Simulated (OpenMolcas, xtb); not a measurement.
GaH2O2 (SMILES [OH][Ga][OH]): methods side by side

The species is GaH2O2 (5 atoms), meant as a doublet with charge 0. As SMILES, `[OH][Ga][OH]`. The shape is that of a PBE0-D4/def2-TZVP optimisation. This is one conformer, not always the lowest.

```
atom    x (Å)    y (Å)    z (Å)
   O  -0.3706   0.0216  -1.2744
  Ga  -0.3117  -0.7538   0.3536
   O   0.6182   0.1549   1.5911
   H  -0.8674  -0.4646  -1.9365
   H   0.9815   0.9682   1.2247
```

Quantity: the dipole moment, in D. The values are calculated.

```csv
level,kind,program,value (D),CPU time
GFN2-xTB,semi-empirical,xtb,2.26,under 2 s
GFN1-xTB,semi-empirical,xtb,3.09,under 2 s
UHF/def2-SVPD,Hartree–Fock,OpenMolcas,2.16,9.3 s
USVWN5/def2-SVPD,LDA,OpenMolcas,1.80,16 s
UPBE/def2-SVPD,GGA,OpenMolcas,1.76,24 s
UTPSS/def2-SVPD,meta-GGA,OpenMolcas,1.77,32 s
UPBE0/def2-SVPD,global hybrid,OpenMolcas,1.89,24 s
```

All-electron rows without a relativistic Hamiltonian named are non-relativistic. The values span 1.76 to 3.09 D. CPU times are rough (shared hosts, several kinds of processor): they show what a rung costs within a factor of a few.

The density functionals agree closely on a moderately polar radical, with the semilocal ones between 1.76 and 1.80 D. PBE0 rises to 1.89 D and Hartree–Fock to 2.16 D, an ordering that probably reflects more ionic Ga–O bonds as exact exchange increases. Going from LDA to GGA to meta-GGA hardly matters by comparison. The two tight-binding results differ from each other by more than all the first-principles values do, and GFN1-xTB, at 3.09 D, is the clear outlier.

The moment itself is a balance of opposing terms. Oxygen draws charge from the much less electronegative gallium, and in a bent O–Ga–O frame the two bond contributions don't cancel. In formally divalent gallium the unpaired electron is expected to occupy an s–p hybrid pointing away from the oxygens, which offsets part of that polarity, while the O–H bonds add contributions that depend on their orientation. Without a correlated wavefunction or measured reference, the agreement among functionals doesn't establish the accuracy of their common value.
